The Antoniewicz bounce condition and the critical residence time

An electron or photon that excites an adsorbate on a metal creates a state that lives for femtoseconds before the metal quenches it. In the picture of Menzel and Gomer and of Redhead (1964) the excited state is repulsive and pushes the adsorbate outward. Antoniewicz (1980) considered the opposite case. An ionised adsorbate is attracted by its image charge and moves toward the surface, is neutralised where the ground-state potential is steeply repulsive, and bounces off. Below we find how long the excited state must survive for this to happen. Work out each "Predict" before reading on.

1. Premises and conventions

z is the height of the centre of mass above the surface, z0 its ground-state equilibrium value, and x = z0 − z the displacement, positive inward. Units are eV, Å, fs and u.

P1. One coordinate, classical motion, mass m, rigid substrate, no friction.
P2. The ground-state potential V0 is zero at z → ∞, has one minimum V0(z0) = −D, rises without bound inward and rises monotonically to zero outward, with no barrier.
P3. Excitation and quenching are sudden: position and momentum of the adsorbate are unchanged (Franck–Condon principle), and the electronic energy released in the quench goes into the metal.
P4. The adsorbate starts at rest at z0.
P5. In the excited state the net force is constant, of size F, and points inward.
P6. Quenching is first order with a constant lifetime τ, and each adsorbate is excited once.

2. Motion in the excited state

Newton's law with P5 is m d²x/dt² = F. Two integrations with x(0) = 0 and v(0) = 0 give v = Ft/m and, for a quench at time t, the displacement

d = F t²/(2m). (1)

The kinetic energy is K = mv²/2 = F²t²/(2m) = F d, the work done by the force.

Predict: at the quench the molecule is moving toward the surface. Which energy decides its fate, and does the direction of motion matter?

3. The bounce condition

By P3 the molecule arrives on V0 at z0 − d with kinetic energy F d. By P1 the energy on V0 is conserved afterwards:

E(d) = F d + V0(z0 − d). (2)

The molecule continues inward. Since V0 rises without bound, it reaches a point where V0 = E, stops and is pushed back. On the way out a second turning point would need V0(z) = E at some z > z0. By P2, V0 there takes every value between −D and 0 and no other. For E < 0 the point exists and the molecule stays bound, vibrationally hot. For E ≥ 0 it does not exist and the molecule leaves with final kinetic energy E. The direction of motion at the quench is irrelevant, and desorption requires

F d + V0(z0 − d) ≥ 0. (3)

A more general form shows where the energy comes from. For any excited potential V*, K = V*(0) − V*(x), with both potentials written as functions of x. With the vertical gap G(x) = V*(x) − V0(x) and V0(0) = −D,

E = V*(0) − V*(x) + V0(x) = G(0) − G(x) − D. (4)

The molecule desorbs when the gap returned to the metal is smaller than the gap paid at excitation by at least D. P5 is the case V*(x) = V*(0) − F x.

Predict: could (3) hold in several separate intervals of d?

4. One root, one critical time

E(0) = −D < 0. For d > 0 both terms of (2) increase with d, and E grows without bound. Hence E(d) = 0 has exactly one root d_c, and (3) holds exactly for d ≥ d_c. Since (1) is monotonic in t, this is t ≥ t_c with

t_c = √(2 m d_c/F). (5)

This is the critical residence time. Because V0(z0 − d) > −D for d > 0, the root obeys F d_c < D: the force supplies only part of the binding energy as kinetic energy, and the rest is potential energy acquired by landing on the wall.

Predict: the probability of quenching between t and t + dt is exp(−t/τ) dt/τ by P6. Write down the yield per excitation, and say how it changes with mass.

5. Yield and energy distribution

All quenches later than t_c desorb and no earlier one does, so

Y = ∫ from t_c to ∞ of exp(−t/τ) dt/τ = exp(−t_c/τ). (6)

The mass does not appear in (3), so d_c is independent of it and ln Y ∝ −√m. Also d ln Y/d ln τ = t_c/τ. In a beam of flux J (electrons per cm² per s) the coverage decays as dθ/dt = −σ_ex Y J θ, where σ_ex is the excitation cross section; the desorption cross section is σ_ex Y.

Each quench time maps onto one final energy, so the distribution per excitation is

P(E) = exp(−t/τ)/(τ dE/dt), dE/dt = (Ft/m)[F + V0′(d)], (7)

where V0′ = dV0/dx > 0 and the chain rule was applied to (2) with (1). If the inner wall is convex, the denominator grows with t while the numerator falls, so P(E) is largest at E = 0 and decreases. Near threshold t − t_c ≈ E/(dE/dt), so the fraction of the yield above a small energy E is exp(−E/E_w), with E_w = τ dE/dt taken at t_c.

6. Morse ground state

Take V0(x) = D[exp(2ax) − 2 exp(ax)] = D[(exp(ax) − 1)² − 1]. Its curvature at x = 0 is 2a²D, so ω0 = a√(2D/m). Put u = a d and f = F/(aD). Dividing E(d) = 0 by D gives

inward: f u + (e^u − 1)² = 1. (8)

In (5), 2m d/F = 2m u/(a²D f) = 4u/(ω0² f), so

t_c = (2/ω0) √(u_c/f). (9)

For an outward push of the same size, (1), (5), (6) and (9) hold unchanged with d counted outward, and the molecule lands at x = −d already moving away:

outward: f u + (1 − e^(−u))² = 1. (10)

Predict: which root is smaller? Then predict what each root does as f → 0.

Call the left sides g_in and g_out. Both vanish at u = 0 and increase. Their difference is a difference of squares, whose factors are (e^u − 1) + (1 − e^(−u)) = 2 sinh u and (e^u − 1) − (1 − e^(−u)) = 2 cosh u − 2:

g_in − g_out = 4 sinh u (cosh u − 1) > 0 for u > 0. (11)

At the outward root, g_in(u_out) > g_out(u_out) = 1. Since g_in increases, it passed 1 earlier: u_in < u_out. By (9) and (6), at equal F, m and τ the inward route has the shorter t_c and the larger yield. The proof used only V0(z0 − d) > V0(z0 + d), so it covers any well of type P2 whose inner side lies above its outer side.

Weak force. At f = 0, (8) gives e^u = 2, the point where V0 = 0. The slope of (e^u − 1)² there is 2e^u(e^u − 1) = 4, so u_in ≈ ln 2 (1 − f/4), and u_in < ln 2 always. Equation (10) reads f u = 2e^(−u) − e^(−2u); for small f the root is large, the last term drops, and u e^u ≈ 2/f, that is u_out ≈ W(2/f) with the Lambert function W, which grows without bound. Both times still diverge as f → 0, through the factor 1/f in (9).

Strong force. The squares expand as u² + u³ (inward) and u² − u³ (outward), so u ≈ 1/f − 1/f³ ∓ 1/f⁴ and u_out − u_in ≈ 2/f⁴. The molecule gains D before it feels the asymmetry, and the advantage vanishes.

For a numerical root, rewrite (8) as u = ln[1 + √(1 − f u)] and iterate from ln 2, which converges quickly for f below about 1.

Predict: which premise is least safe for an ion moving toward a surface?

7. Range of validity

(a) The ion has a wall too (P5). Suppose V* = V0 − F x + constant, the same wall as the neutral. Then G(0) − G(x) = F x, and (4) demands x ≥ D/F: the help from the wall cancels. The mechanism needs an ion that can approach closer than the neutral. A simple test keeps F as the net force at z0, lets it grow as an image force at initial distance L from the image plane, and adds the Morse repulsion shifted inward by δ, less its constant and linear terms:

K(x) = F x/(1 − x/L) − B[exp(2ax) − 1 − 2ax], B = D exp(−2aδ). (12)

The first term is the change of the image energy −e²/(16πε0 ℓ) between ℓ = L and ℓ = L − x, with F = e²/(16πε0 L²). The critical point x_c solves K + V0 = 0, and t_c = ∫ dx/√(2K/m) from 0 to x_c. The sum K + V0 increases with x for B ≤ D/2, since its slope is the image force plus 2a(e^(ax) − 1)[D e^(ax) − B(e^(ax) + 1)]. Its largest value is thus V0 at the ion's turning point, where K = 0, and that is non-negative only if the ion reaches ax = ln 2. Desorption from rest therefore needs K ≥ 0 there:

B (3 − 2 ln 2) ≤ F x1/(1 − x1/L), x1 = ln 2/a. (13)

An ion that passes x_c turns and recrosses it at a time t2, closing the window. The first window gives exp(−t_c/τ) − exp(−t2/τ), so (6) needs t2 − t_c ≫ τ.

(b) The quench rate varies (P6). Electron transfer speeds up near the metal. With rate exp(κx)/τ and x = d_c (t/t_c)², the exponent in (6) becomes

(t_c/τ) ∫ from 0 to 1 of exp(±κ d_c s²) ds = (t_c/τ)[1 ± κd_c/3 + (κd_c)²/10 ± …], (14)

upper signs inward, lower outward. The order of the roots survives; the order of the yields need not.

(c) Zero-point motion (P4). In the harmonic ground state the initial position x0 and velocity v0 are independent Gaussians in the Wigner sense, of widths σ0 = √(ħ/2mω0) and ω0σ0. With x = x0 + v0 t + Ft²/2m and E = m(v0 + Ft/m)²/2 + V0(x), the derivatives at x0 = v0 = 0 are ∂E/∂x0 = V0′ and ∂E/∂v0 = t(F + V0′). Dividing by dE/dt = v_c(F + V0′), with v_c = F t_c/m, gives the spread of critical times to first order:

σ_t = (σ0/v_c) √{[V0′/(F + V0′)]² + ω0² t_c²}. (15)

A Gaussian average of exp(−t_c/τ) multiplies Y by exp(σ_t²/2τ²). This is negligible only for σ_t ≪ τ, and thermal excitation adds to it once kB T nears ħω0.

(d) Energy loss (P1). If the substrate takes an energy Δ during bounce and exit, the threshold moves to E = Δ and Y falls by about exp(−Δ/E_w).

(e) Rotation, bending, bond stretching and dissociation in the excited state are absent, and so is repeated excitation under intense femtosecond pulses.

8. Illustration: N2O on Ru(0001)

Nitrous oxide is a process gas and ruthenium a wiring metal in chip making. Assumed inputs, all of them: m = 44.0 u; D = 0.40 eV; a = 2.5 Å⁻¹; L = 2.5 Å for the charge centre of N2O⁺; τ = 10 fs; and, for the tests of section 7, δ = 0.4 Å, κ = 2 Å⁻¹ and a Ru mass M = 101 u. Extra digits are printed only so that the arithmetic can be followed.

With e²/4πε0 = 14.40 eV Å, F = 14.40/(4L²) = 0.576 eV/Å. Since aD = 1.0 eV/Å, f = 0.576. With 1 eV/(u Å) = 9.649 × 10⁻³ Å/fs², F/m = 1.263 × 10⁻⁴ Å/fs². Further ω0 = 0.0331 fs⁻¹, ħω0 = 21.8 meV and 2/ω0 = 60.4 fs.

Predict: estimate u_in from the weak-force formula before iterating.

The formula gives 0.593. The iteration from 0.693 runs 0.574, 0.598, 0.593, 0.594 and settles at u_in = 0.5939. Equation (10) gives u_out = 1.0235. Then:

inward: d_c = 0.2376 Å, K = 0.137 eV, climb on V0 = 0.263 eV, t_c = 61.3 fs, Y = 2.2 × 10⁻³;
outward: d_c = 0.4094 Å, K = 0.236 eV, climb on V0 = 0.164 eV, t_c = 80.5 fs, Y = 3.2 × 10⁻⁴.

In each line K and the climb add up to D. The yields differ by a factor 6.8. The inward yield is 4.7 × 10⁻⁶ for τ = 5 fs and 4.7 × 10⁻² for τ = 20 fs. At threshold v_c = 7.75 × 10⁻³ Å/fs and F + V0′ = 3.51 eV/Å, so E_w = 0.27 eV. The momentum F t_c corresponds to a wavevector of 54 Å⁻¹, against a typical 1 Å⁻¹ for a conduction electron, which supports P3.

Predict: rank (a) to (d) by their effect on the inward yield.

(a) With the neutral's own wall the ion would need x = D/F = 0.69 Å but turns where F x = V0 + D, at 0.15 Å, and nothing desorbs. In (13), x1 = 0.277 Å, and the shift must exceed δ = 0.26 Å. For δ = 0.4 Å, B = 0.054 eV. At d_c the growth of the image force adds 0.014 eV to K and the wall removes 0.059 eV, a net 0.045 eV out of 0.137 eV, so the force is far from constant. The root moves little because V0 is steep: x_c = 0.252 Å, t_c = 67 fs, Y = 1.3 × 10⁻³. The ion turns at 0.43 Å; even at its top speed the trip from x_c and back takes over 50 fs, so the closing of the window changes Y by less than 1 per cent.

(b) Equation (14) turns the exponents 6.13 and 8.05 into 7.26 (inward) and 6.30 (outward), with yields 7.0 × 10⁻⁴ and 1.8 × 10⁻³. The order is reversed.

(c) σ0 = 0.047 Å and σ_t = 13 fs, larger than τ. The first-order factor is 2.4; with σ_t > τ it should be read as roughly two.

(d) A crude size: if one free Ru atom took the push of the wall, momentum balance would give it the share m/(m + M) = 0.30 of the energy released. Applied to D this is Δ = 0.12 eV, and Y falls by the factor 0.64.

Each correction changes Y by a factor between about 1.5 and 3, three downward and one upward, and (a) can also switch desorption off. The model's result is a critical displacement near a quarter of an ångström, a critical time of 60 to 70 fs and a yield of order 10⁻³ per excitation. These belong to the model and its inputs, not to the material. The lifetime was chosen so that Y falls within the range typical of neutral desorption from metals, roughly 10⁻⁴ to 10⁻², so that placement tests nothing; valence holes at metals typically last a few fs, where the model's yield lies an order of magnitude or more below that range, and weakly bound neutrals typically leave with a distribution peaked at a finite energy of order 0.1 eV, whereas (7) peaks at zero and is broader by a factor of about three.